\textbf{Student.} Structure papers on LaMnO$_3$ describe the MnO$_6$ octahedron by a quadratic elongation and an angle variance. The octahedron is plainly distorted, yet its angle variance is close to zero. Either one of the measures is useless or they measure different things.

\textbf{Lecturer.} They measure different parts of one strain tensor. Take the definitions of Robinson, Gibbs and Ribbe (1971). With six cation--anion distances $l_n$ and twelve cis angles $\theta_m$ at the cation,
\begin{equation}
\langle\lambda\rangle=\frac16\sum_{n=1}^{6}\left(\frac{l_n}{l_0}\right)^2,\qquad
\sigma^2=\frac1{11}\sum_{m=1}^{12}\left(\theta_m-\frac{\pi}{2}\right)^2 ,
\label{eq:def}
\end{equation}
where $l_0$ is the centre-to-vertex distance of the regular octahedron of the same volume. The 11 is their convention. I keep angles in radians and convert at the end. There are two premises. First, the six bond vectors come in opposite pairs $\pm\mathbf d_1,\pm\mathbf d_2,\pm\mathbf d_3$. Second, needed only for the expansions, the distortion is small.

\textbf{Student.} And homogeneous strain is a third premise. Why should six atoms move like a continuum?

\textbf{Lecturer.} It follows from the first. Let the regular reference octahedron have vertices $\pm l\,\hat{\mathbf x}_i$, and let $D$ be the matrix with columns $\mathbf d_1,\mathbf d_2,\mathbf d_3$, labelled so that $\det D>0$. The linear map $D/l$ sends $\pm l\,\hat{\mathbf x}_i$ to $\pm\mathbf d_i$, so every centrosymmetric octahedron is exactly a homogeneously deformed regular one. In orthorhombic LaMnO$_3$ the Mn atom lies on an inversion centre, so this holds for the average structure found by diffraction. The polar decomposition writes the map as a rotation $R$ times a symmetric positive-definite stretch,
\begin{equation}
D=l\,R\,(I+e),\qquad e=e^{T}.
\label{eq:polar}
\end{equation}
Lengths and angles are contained in the matrix of scalar products,
\begin{equation}
\mathbf d_i\cdot\mathbf d_j=(D^{T}D)_{ij}=l^2\left[(I+e)^2\right]_{ij},
\label{eq:gram}
\end{equation}
because $R^{T}R=I$. The tilt of the octahedron has dropped out. The indices of $e$ refer to the bond axes of the reference octahedron, not to the cell axes, and $e_{12}$ is the tensor shear, half the engineering shear angle.

\textbf{Student.} You want $e$ traceless. A real octahedron may also be expanded.

\textbf{Lecturer.} The length $l$ is still free. If $\operatorname{tr}e=3\epsilon$, then $I+e=(1+\epsilon)(I+e')$ with $e'=(e-\epsilon I)/(1+\epsilon)$, which is traceless, and $1+\epsilon$ goes into $l$. Both measures are unchanged by a change of scale, so $\operatorname{tr}e=0$ costs nothing. Now the volume. The octahedron consists of eight tetrahedra spanned by the centre and $\pm\mathbf d_1,\pm\mathbf d_2,\pm\mathbf d_3$, each of volume $\det D/6$. Hence $V=\frac43\det D$. The regular one has $V=\frac43l_0^3$, so
\begin{equation}
l_0^3=\det D=l^3\det(I+e).
\label{eq:l0}
\end{equation}
Each squared length $(D^TD)_{ii}$ occurs twice among the six, and therefore, exactly,
\begin{equation}
\langle\lambda\rangle=\frac{\frac13\operatorname{tr}(I+e)^2}{\left[\det(I+e)\right]^{2/3}} .
\label{eq:exact}
\end{equation}
This is the arithmetic mean of the three eigenvalues of $(I+e)^2$ over their geometric mean. So $\langle\lambda\rangle\ge1$, with equality only for equal eigenvalues, that is for the regular octahedron.

\textbf{Student.} Then I can finish. A traceless strain keeps the volume, the denominator is 1, the numerator is $1+\frac13\operatorname{tr}e^2$. I get a coefficient $\frac13$.

\textbf{Lecturer.} Your numerator is right, since $\operatorname{tr}(I+2e+e^2)=3+\operatorname{tr}e^2$. But the volume is kept to first order only, and we work at second order. In terms of the eigenvalues $\varepsilon_a$ of $e$,
\begin{equation}
\det(I+e)=\prod_a(1+\varepsilon_a)=1+\operatorname{tr}e+\tfrac12\left[(\operatorname{tr}e)^2-\operatorname{tr}e^2\right]+\det e .
\end{equation}
Write $s=\operatorname{tr}e^2$ and $d=\det e$, of second and third order. For zero trace the determinant is $1+x$ with $x=-s/2+d$. The binomial series $(1+x)^{-2/3}=1-\frac23x+\frac59x^2-\dots$ gives
\begin{equation}
\left[\det(I+e)\right]^{-2/3}=1+\frac s3-\frac23d+\frac5{36}s^2+O(e^5).
\end{equation}
Multiplying by $1+s/3$ adds $s/3$ and the cross term $s^2/9=\frac{4}{36}s^2$:
\begin{equation}
\langle\lambda\rangle-1=\frac23\operatorname{tr}e^2-\frac23\det e+\frac14\left(\operatorname{tr}e^2\right)^2+O(e^5).
\label{eq:lam}
\end{equation}
Half of the $\frac23$ comes from the growth of the mean square length, half from the shrinking of $l_0$.

\textbf{Student.} That looks like an accident of your strain measure. With one that conserves volume exactly I should recover my $\frac13$.

\textbf{Lecturer.} Try it. Write the stretch as $\exp h$ with $\operatorname{tr}h=0$ after rescaling $l$. Then $\det\exp h=\exp\operatorname{tr}h=1$, and
\begin{equation}
\langle\lambda\rangle=\tfrac13\operatorname{tr}\exp(2h)=1+\tfrac23\operatorname{tr}h^2+\tfrac49\operatorname{tr}h^3+\dots
\end{equation}
The $\frac23$ now comes wholly from the numerator. Since $h$ and $e$ differ at second order, the quadratic coefficient is common to both and the cubic one is not.

\textbf{Student.} Accepted. The angles?

\textbf{Lecturer.} Let $\theta_{ij}$ be the angle between $\mathbf d_i$ and $\mathbf d_j$, and define $\delta_{ij}=\pi/2-\theta_{ij}$ and $c_{ij}=\cos\theta_{ij}=\sin\delta_{ij}$. From \eqref{eq:gram},
\begin{equation}
c_{12}=\frac{2e_{12}+(e^2)_{12}}{\sqrt{\left[1+2e_{11}+(e^2)_{11}\right]\left[1+2e_{22}+(e^2)_{22}\right]}} .
\label{eq:cos}
\end{equation}
Here $(e^2)_{12}=e_{12}(e_{11}+e_{22})+e_{13}e_{23}$. The inverse square root is $1-e_{11}-e_{22}$ to first order, which contributes $-2e_{12}(e_{11}+e_{22})$. The second-order terms add to $-e_{12}(e_{11}+e_{22})+e_{13}e_{23}$, and $e_{11}+e_{22}=-e_{33}$. As $\arcsin c=c+O(c^3)$,
\begin{equation}
\delta_{12}=2e_{12}+e_{12}e_{33}+e_{13}e_{23}+O(e^3),
\label{eq:delta}
\end{equation}
and likewise for the other pairs. The twelve cis angles are those between $\pm\mathbf d_i$ and $\pm\mathbf d_j$, four for each of three pairs. Equal signs give $\pi/2-\delta_{ij}$, opposite signs give the supplement $\pi/2+\delta_{ij}$. All four have the same squared deviation, so exactly
\begin{equation}
\sigma^2=\frac4{11}\left(\delta_{12}^2+\delta_{13}^2+\delta_{23}^2\right).
\label{eq:sigexact}
\end{equation}
Squaring \eqref{eq:delta} gives $4e_{12}^2+4e_{12}^2e_{33}+4e_{12}e_{13}e_{23}$ through third order. The last term appears once for each pair:
\begin{equation}
\sigma^2=\frac{16}{11}\left(e_{12}^2+e_{13}^2+e_{23}^2\right)
+\frac{16}{11}\left(e_{12}^2e_{33}+e_{13}^2e_{22}+e_{23}^2e_{11}+3e_{12}e_{13}e_{23}\right)+O(e^4),
\label{eq:sig}
\end{equation}
in rad$^2$. The first term is the leading result.

\textbf{Student.} So $\langle\lambda\rangle$ depends on an invariant of $e$, and $\sigma^2$ on particular components.

\textbf{Lecturer.} Yes. Under the point group $O_h$ of the reference octahedron the five traceless components split into the diagonal ones, of symmetry $E_g$, and the off-diagonal ones, of symmetry $T_{2g}$. With
\begin{equation}
A=e_{11}^2+e_{22}^2+e_{33}^2,\qquad S=e_{12}^2+e_{13}^2+e_{23}^2,\qquad \operatorname{tr}e^2=A+2S,
\end{equation}
the leading orders read $\langle\lambda\rangle-1=\frac23A+\frac43S$ and $\sigma^2=\frac{16}{11}S$. Eliminating $S=\frac{11}{16}\sigma^2$,
\begin{equation}
\langle\lambda\rangle-1=\frac23A+\frac{11}{12}\sigma^2 .
\label{eq:split}
\end{equation}
For pure $T_{2g}$ shear, $A=0$ and
\begin{equation}
\sigma^2=\frac{12}{11}\left(\langle\lambda\rangle-1\right)\ \mathrm{rad}^2 .
\label{eq:line}
\end{equation}
One rad$^2$ is $(180/\pi)^2=3283$ deg$^2$, so the slope is 3581 deg$^2$. Since $A\ge0$, this line is an upper bound on $\sigma^2$ at leading order. For diagonal $e$ the numerator of \eqref{eq:cos} vanishes identically, and $\sigma^2=0$ at any amplitude.

\textbf{Student.} I object to the words. In mechanics $\operatorname{diag}(\epsilon,-\epsilon,0)$ is a pure shear, and you give it $\sigma^2=0$. And a stretch along a threefold axis is axial, yet it surely changes the angles.

\textbf{Lecturer.} Both objections are fair, and the bond axes settle them. Your first strain and $e_{12}=\epsilon$ are the same tensor turned by $45^\circ$ about the third axis. Equation \eqref{eq:exact} gives them the same $\langle\lambda\rangle$, but the first changes two bond lengths at first order and the second changes angles. A traceless stretch along $[111]$ has $e_{12}=e_{13}=e_{23}$ and no diagonal part, so it lies on the line \eqref{eq:line}. Shear here means off-diagonal in the bond axes, and axial means along the bonds.

\textbf{Student.} A refinement gives me lengths and angles, not $e$. Must I do a polar decomposition?

\textbf{Lecturer.} No. Write $(D^TD)_{ij}=l_il_jc_{ij}$ with $c_{ii}=1$. Taking $l_i$ out of each row and $l_j$ out of each column gives $(\det D)^2=(l_1l_2l_3)^2G$, and with \eqref{eq:l0} the elongation factorises exactly:
\begin{equation}
\langle\lambda\rangle=\lambda_{\mathrm{len}}\lambda_{\mathrm{ang}},\qquad
\lambda_{\mathrm{len}}=\frac{l_1^2+l_2^2+l_3^2}{3(l_1l_2l_3)^{2/3}},\qquad
\lambda_{\mathrm{ang}}=G^{-1/3},
\label{eq:fact}
\end{equation}
\begin{equation}
G=1-c_{12}^2-c_{13}^2-c_{23}^2+2c_{12}c_{13}c_{23}.
\end{equation}
Expanding the angular factor and using \eqref{eq:sigexact},
\begin{equation}
\lambda_{\mathrm{ang}}-1=\frac{11}{12}\sigma^2-\frac23\delta_{12}\delta_{13}\delta_{23}+O(\delta^4).
\label{eq:ang}
\end{equation}
The length factor is \eqref{eq:exact} for the diagonal traceless strain $(l_i-\bar l)/\bar l$, with $\bar l$ the mean bond length. That strain differs from the $e_{ii}$ of \eqref{eq:polar} only at second order in the shears, because $l_i=l\,[1+e_{ii}+O(e_{ij}^2)]$. Define the Jahn--Teller amplitude by $\rho^2=\sum_{n=1}^6(l_n-\bar l)^2=2\bar l^{\,2}A$. Then $\lambda_{\mathrm{len}}-1=\rho^2/(3\bar l^{\,2})=2\Delta$ at leading order, where $\Delta=\rho^2/(6\bar l^{\,2})$ is the relative variance of the bond lengths.

\textbf{Student.} Why should the distortion of MnO$_6$ be mostly of the $A$ kind?

\textbf{Lecturer.} High-spin Mn$^{3+}$ is $t_{2g}^3e_g^1$, an orbital doublet of symmetry $E_g$ in a regular octahedron. A displacement splits it linearly only if its symmetry occurs in the symmetric square $[E_g\otimes E_g]=A_{1g}+E_g$. The $A_{1g}$ mode is a change of scale, which splits nothing and which neither measure sees. The $E_g$ modes are our diagonal strains. The $T_{2g}$ shears have no linear coupling within the doublet. They are allowed by the low site symmetry of the tilted framework, but the Jahn--Teller effect does not drive them at first order.

\textbf{Student.} How small is small?

\textbf{Lecturer.} Take the results one at a time. For $\langle\lambda\rangle$ the cubic term of \eqref{eq:lam} has relative size $|d|/s$. The characteristic polynomial of traceless $e$ is $y^3-\frac s2y-d$, and its roots are real, which requires $4(s/2)^3\ge27d^2$. So $|d|/s\le\sqrt{s/54}$, and the quartic term has relative size $\frac38s$. For $\sigma^2$ in terms of $e$, equation \eqref{eq:sig} multiplies each $e_{ij}^2$ by $1+e_{kk}$, with $k$ the third axis, so axial strain changes it by a relative amount up to the largest $|e_{kk}|$. For the shear line the cubic term of \eqref{eq:ang} vanishes if any $\delta_{ij}$ does. For three equal deviations $\delta$, $\sigma^2=\frac{12}{11}\delta^2$ and $\lambda_{\mathrm{ang}}-1=\delta^2-\frac23\delta^3$, so the slope is multiplied by $1+\frac23\delta$. At $|\delta|=5^\circ=0.0873$ rad that is $\pm5.8\,\%$. The exact form \eqref{eq:fact} gives $+4.9\,\%$ for trigonal elongation, $\delta>0$, and $-6.8\,\%$ for flattening.

\textbf{Student.} And without the inversion centre?

\textbf{Lecturer.} Then odd displacements appear that no strain describes. Move the cation by $\mathbf u$ inside a regular anion cage, with lengths and angles still taken at the cation. The volume is unchanged, so $l_0=l$. The bonds are $\pm l\hat{\mathbf x}_i-\mathbf u$, the terms linear in $\mathbf u$ cancel in pairs, and $\langle\lambda\rangle-1=u^2/l^2$. For signs $p,q=\pm1$ the cosine between bonds along $i$ and $j$ is $-(pu_i+qu_j)/l$ to first order. Its square summed over four sign choices is $4(u_i^2+u_j^2)/l^2$, and over three pairs $8u^2/l^2$. So $\sigma^2=\frac8{11}(\langle\lambda\rangle-1)$, a different slope. Equations \eqref{eq:exact}, \eqref{eq:sigexact} and \eqref{eq:fact} need centrosymmetry and nothing else. Equations \eqref{eq:split} and \eqref{eq:line} also need small strain. All of them describe whatever positions you put in, and positions refined from Bragg intensities are averages over cells and time.

\textbf{Student.} Numbers for LaMnO$_3$, then.

\textbf{Lecturer.} As inputs take approximate Mn--O distances typical of the room-temperature orthorhombic phase, $l_1=191$ pm, $l_2=197$ pm, $l_3=218$ pm. The cis angles typically depart from $90^\circ$ by about a degree or less, and I take $1.0^\circ$, $0.4^\circ$ and $0.3^\circ$ as illustrative magnitudes. The mean length is $\bar l=202$ pm, the deviations are $-11$, $-5$ and $+16$ pm, and
\begin{equation}
(e_{11},e_{22},e_{33})=(-0.0545,\,-0.0248,\,+0.0792),\qquad A=9.85\times10^{-3}.
\end{equation}
This corresponds to $\rho^2=804$ pm$^2$, $\rho=28.4$ pm and $\Delta=3.28\times10^{-3}$. The axial term is $\frac23A=6.57\times10^{-3}$. From \eqref{eq:sigexact},
\begin{equation}
\sigma^2=\frac4{11}\left(1.0^2+0.4^2+0.3^2\right)\mathrm{deg}^2=0.45\ \mathrm{deg}^2=1.38\times10^{-4}\ \mathrm{rad}^2 ,
\end{equation}
and the shear term is $\frac{11}{12}\sigma^2=1.27\times10^{-4}$. The leading-order sum \eqref{eq:split} is $6.69\times10^{-3}$, of which shear supplies $1.9\,\%$.

\textbf{Student.} With strains of eight per cent, the terms you dropped may be as large as that shear term.

\textbf{Lecturer.} They are comparable. For the axial strain $d=e_{11}e_{22}e_{33}=1.07\times10^{-4}$, so the cubic term is $-7.1\times10^{-5}$. That is $1.1\,\%$ of the axial term, inside the bound of $1.4\,\%$, but more than half the shear term. The quartic term is $+2.4\times10^{-5}$. The exact form gives $(l_1l_2l_3)^{1/3}=201.7$ pm and $\lambda_{\mathrm{len}}-1=6.52\times10^{-3}$, which the quadratic value exceeds by $0.7\,\%$. The exact $\lambda_{\mathrm{ang}}-1$ is $1.27\times10^{-4}$ for either sign of the product $c_{12}c_{13}c_{23}$, and the product of the factors gives $\langle\lambda\rangle-1=6.65\times10^{-3}$. The shear components inferred from $e_{ij}\approx\delta_{ij}/2$, such as $0.0087$ for $1.0^\circ$, are good to a few per cent by \eqref{eq:delta}. The rounding of the inputs matters more than any of this. A change of 0.5 pm in the long bond shifts the result, to leading order, by $\frac43e_{33}(0.5\ \mathrm{pm})/\bar l=2.6\times10^{-4}$, twice the shear term. One cannot therefore obtain the shear part by subtracting $\frac23A$ from $\langle\lambda\rangle-1$; it has to come from the angles.

\textbf{Student.} What may I quote?

\textbf{Lecturer.} The model's values, $\langle\lambda\rangle\approx1.007$ and $\sigma^2\approx0.45$ deg$^2$, the second resting wholly on the illustrative angles. The inputs were chosen to reproduce the typical geometry of the orbitally ordered phase, so these numbers illustrate the formulas and are no test of them. They do not apply above the orbital-ordering transition, at approximately 750 K, where the average bonds typically become almost equal. Had the same elongation come from pure shear, the line \eqref{eq:line} would give $3581\times6.65\times10^{-3}\approx24$ deg$^2$. The model octahedron lies at about a fiftieth of that, because nearly all of its strain is the $E_g$ part, which $\langle\lambda\rangle$ counts and $\sigma^2$ does not.